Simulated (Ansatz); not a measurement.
# CdF2

**What was measured.** A cell as deposited of cubic CdF2 (space group Fm-3m), temperature not stated, from the Crystallography Open Database (1963), has a = 5.388 Å and 13.04 Å³/atom.

The computed numbers are results of PBE, scalar-relativistic (no spin polarisation) in the plane-wave PAW code Ansatz at 420 eV, 12×12×12 k-mesh, Gaussian smearing of 0.05 eV. The datasets are Ansatz's generated set soft_2.

```xyz
3
Lattice="0.0000 2.7407 2.7407 2.7407 0.0000 2.7407 2.7407 2.7407 0.0000" Properties=species:S:1:pos:R:3 pbc="T T T"
Cd    0.0000    0.0000    0.0000
F     1.3704    1.3704    1.3704
F     4.1111    4.1111    4.1111
```

The chain of runs began from a cell as deposited in COD, expanded in volume.

The cell above was scaled in volume, its shape and atoms being fixed by the lattice's symmetry. Energies are counted from the cell above.

Cell and atoms are those of this level's equilibrium.

| V (Å³/atom) | ΔE (meV/atom) | P from the stress (GPa) |
| --- | --- | --- |
| 13.175 | 6.93 | 4.21 |
| 13.450 | 1.68 | 1.99 |
| 13.724 | 0.00 | 0.01 |
| 13.999 | 1.55 | -1.76 |
| 14.273 | 5.93 | -3.33 |

Question: Do the energies and the pressures agree? Compare −ΔE/ΔV between neighbouring points (1 meV/Å³ = 0.1602 GPa) with the mean of their pressures.

Answer: 
```tsv
interval (Å³/atom)	−ΔE/ΔV (GPa)	mean P (GPa)
13.18 to 13.45	3.1	3.1
13.45 to 13.72	1.0	1.0
13.72 to 14.00	-0.9	-0.9
14.00 to 14.27	-2.6	-2.5
```
They differ by 0.04 GPa at most.

Question: What do the two routes give for V0, B0 and B0′?

Answer: A third-order Birch–Murnaghan fit of the energies: V0 = 13.72 Å³/atom, B0 = 93 GPa, B0′ = 4.7. A polynomial of P in ln V, with B = −dP/d ln V at P = 0: V0 = 13.73 Å³/atom, B0 = 93 GPa, B0′ = 4.8.

B0·V0 = 93.3 GPa × 13.72 Å³ = 7.99 eV/atom sets the scale: near the minimum ΔE ≈ ½ B0 V0 x², with x = V/V0 − 1, and a pressure of 0.9 GPa squeezes the volume by about 1 %. At the ends of the curve: x = −4.0 % predicts 6.4 meV/atom and the run gives 6.9; x = +4.0 % predicts 6.4 meV/atom and the run gives 5.9. The curve is steeper than the parabola on the compressed side and flatter on the expanded side: the bulk modulus rises with pressure.

**Against experiment.** PBE gives 5.481 Å and 13.72 Å³/atom, +5.3 % in volume (+1.7 % in length) from the database's cell. PBE usually overestimates volumes by a few per cent. The static lattice also lacks zero-point motion and thermal expansion, roughly 1.0 to 2.4 % in volume at 300 K (room temperature assumed) by Grüneisen's rule, γ·3k_BT/(B0·V0) with γ of 1 to 2.5, so its own overestimate is larger than the figure.

The equation of state is that of a dense ionic solid. Around the minimum, the electrostatic attraction between Cd²⁺ and F⁻ balances the short-range repulsion of their filled shells. The repulsion grows much faster on compression than the attraction does, which makes the energy curve asymmetric and gives a B0′ of 4.7 to 4.8. The close match between energies and stresses shows that the curve is numerically consistent, but says nothing about the accuracy of the functional.

The oversized cell points to underbinding by PBE, probably because its gradient correction favours lower densities and it misses the dispersion attraction between the polarisable ions. Since the lattice stiffens as it shrinks, the 93 GPa found at the PBE volume is probably below the true bulk modulus. The measured volume of 13.04 Å³/atom lies just below the smallest one sampled, so a stiffness quoted there would be an extrapolation. Uniform scaling also leaves the resistance to shear untested.
